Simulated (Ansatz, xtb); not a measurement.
# CH5AlBFO: which of two isomers lies lower

We compare I, `CB[O][AlH][F]`, a singlet, with II, `B[O][Al]([CH3])[F]`, a singlet. Both are isolated molecules in the gas phase, relaxed with PBE-D3(BJ)/def2-SVP; the shapes shown needn't be the lowest conformers.

I (Å):

```tsv
atom	x (Å)	y (Å)	z (Å)
C	0.2772	1.2773	-1.1364
Al	0.0041	1.0768	2.9679
B	-0.7875	1.2718	0.0218
F	0.3098	2.5106	3.7732
O	-0.4341	1.1634	1.3259
H	0.0585	0.4564	-1.8543
H	1.3270	1.1849	-0.7938
H	0.1754	2.2115	-1.7316
H	-1.9853	1.3642	-0.2325
H	0.1259	-0.2999	3.7200
```

II (Å):

```yaml
atoms:
  - { symbol: C, position_ang: [-0.6528, -0.0419, 2.0515] }
  - { symbol: Al, position_ang: [0.4438, 0.5210, 0.5572] }
  - { symbol: B, position_ang: [0.0280, 3.1631, -0.9213] }
  - { symbol: F, position_ang: [1.7042, -0.4197, -0.0206] }
  - { symbol: O, position_ang: [0.1994, 2.0040, -0.2631] }
  - { symbol: H, position_ang: [0.6183, 4.1654, -0.5384] }
  - { symbol: H, position_ang: [-0.7216, 3.2002, -1.8890] }
  - { symbol: H, position_ang: [-0.0290, -0.1888, 2.9576] }
  - { symbol: H, position_ang: [-1.4432, 0.6971, 2.2889] }
  - { symbol: H, position_ang: [-1.1386, -1.0155, 1.8333] }
```

Quicker runs give these differences E(II) − E(I): GFN2-xTB +0.518 eV; HF/STO-3G −0.310 eV (at GFN2-xTB geometries); r2SCAN-D4/def2-SVP −0.049 eV (at GFN2-xTB geometries).

Estimate which is lower in electronic energy at CCSD(T)/def2-SVP + ΔMP2/def2-TZVPP, and by roughly how much.

Too close to call at this level: CCSD(T)/def2-SVP + ΔMP2/def2-TZVPP gives E(II) − E(I) = +0.042 eV.

The same difference at several levels:

```csv
level,geometry,E(II) − E(I) (eV),departure from the last row (eV),"job, with rough time for the two"
GFN2-xTB,GFN2-xTB,+0.518,+0.476,"optimisation, 0.31 s"
HF/STO-3G,GFN2-xTB,−0.310,−0.352,"single point, 0.28 s"
r2SCAN-D4/def2-SVP,GFN2-xTB,−0.049,−0.091,"single point, 3.3 s"
PBE-D3(BJ)/def2-SVP,PBE-D3(BJ)/def2-SVP,+0.083,+0.041,"optimisation, 1.7 min"
HF/def2-SVP,PBE-D3(BJ)/def2-SVP,+0.097,+0.055,part of the CCSD(T) run
MP2/def2-SVP,PBE-D3(BJ)/def2-SVP,+0.077,+0.035,part of the CCSD(T) run
CCSD(T)/def2-SVP,PBE-D3(BJ)/def2-SVP,+0.086,+0.044,single point
CCSD(T)/def2-SVP + ΔMP2/def2-TZVPP,PBE-D3(BJ)/def2-SVP,+0.042,,"single point, 22 s"
```

As drawn, II has 1 C–Al, 1 B–H in place of 1 C–B, 1 Al–H.

The largest departure from CCSD(T)/def2-SVP + ΔMP2/def2-TZVPP is that of GFN2-xTB, 0.476 eV. The last row adds to CCSD(T) the change of the MP2 difference between the two basis sets, here −0.044 eV.

With harmonic frequencies from PBE-D3(BJ)/def2-SVP (ideal gas, rigid rotor, one conformer each, 298.15 K, 1 atm): on the last row, ΔE + ΔZPE = +0.054 eV. A mode under 50 cm⁻¹ makes harmonic enthalpies and free energies unreliable, so none is given.

The correlated steps freeze 9 core orbitals. Programs: Ansatz 0.2.0, xtb 6.7.1; the last row on 2 threads of Arm Neoverse V1 on a shared host.

The near-degeneracy fits what the isomerisation does: methyl and hydride trade places between boron and aluminium, while the B–O–Al link and the Al–F bond stay intact. The preference of methyl for boron over aluminium is thus almost cancelled by the corresponding preference of hydride. Since the bonds exchanged are all single σ bonds, their correlation energies probably cancel too. HF, MP2 and CCSD(T) accordingly agree closely in def2-SVP, and enlarging the basis shifts the difference more than correlation does. The reversed sign with STO-3G probably reflects how poorly a minimal basis describes polar bonds to aluminium, though the geometry also differs. Zero-point energy slightly favours I, as expected if the stiffer B–H stretch in II outweighs the softer Al–C modes.

The results support a nearly thermoneutral exchange of substituents, but not a firm preference for either isomer. Nor do they carry over to condensed phases, where three-coordinate aluminium tends to associate through bridging ligands and could easily reverse so small a difference.
